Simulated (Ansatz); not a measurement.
Mg: the change of energy above lowest point with volume scale

Free energy against uniform scaling of the volume at fixed shape and fractions; periodic cell, basis, potentials, k mesh and filling as listed. The results are calculated, by Ansatz 0.2.0.

The cell before it is scaled or strained (space group Fm-3m, No. 225):
```
Mg
1.0
      0.0000     2.2443     2.2443
      2.2443     0.0000     2.2443
      2.2443     2.2443     0.0000
Mg
1
Direct
  0.00000 0.00000 0.00000
```

Settings of every row: functional r2SCAN; dispersion none; potentials PAW; wave cutoff 600 eV; density cutoff 2400 eV; k mesh 11x11x11; k shift 0x0x0; occupations fermi dirac; smearing width 0.1 eV; spin none.

Limits: coarse k mesh, up to 40 meV an atom off; the cell comes from a prototype or a list of computed structures and needn't be the stable phase.

| row | volume scale | V (Å³/atom) | energy above lowest point (meV/atom) |
| --- | --- | --- | --- |
| 1 | 0.94 | 21.252 | ? |
| 2 | 0.96 | 21.704 | 6.4 |
| 3 | 0.98 | 22.156 | 2 |
| 4 | 1 | 22.609 | 0 |
| 5 | 1.02 | 23.061 | 0.3 |
| 6 | 1.04 | 23.513 | 2.5 |
| 7 | 1.06 | 23.965 | 6.6 |

Question: what energy above lowest point should row 1 give?

Worked fit of energy above lowest point. Take u = (V_r/V)^(2/3) − 1 with V_r = 22.835 Å³ an atom, which is twice the finite (Eulerian) strain; such expansions in the strain, on which the Birch-Murnaghan equation of state is built, carry the rest volume and the bulk modulus. The shown rows have u = 0.03445, 0.02033, 0.00665, -0.00654, -0.01932, -0.03169. Least squares give energy above lowest point = −0.12 − 19.6 × u + 6063 × u² meV/atom; a straight line predicts inner rows, each left out in turn, worse (root mean square 2.5 against 0.034 meV/atom). All shown rows lie on it to the printed digit. Its lowest point lies at u = 0.0016, or V = 22.78 Å³ an atom, and the curvature there gives the bulk modulus at fixed shape and fractions, B = (4/9)(1 + u)² E″(u)/V = 38 GPa. The withheld row has u = 0.04906, so the fit gives −0.12 − 19.6 × (0.04906) + 6063 × (0.04906)² = 13.5 meV/atom.

The calculation gave 13.4 meV/atom. The fit lies 0.1 meV/atom (0.75 % of the column's range) above it, one unit of the last digit. This row lies beyond the range of the fit.
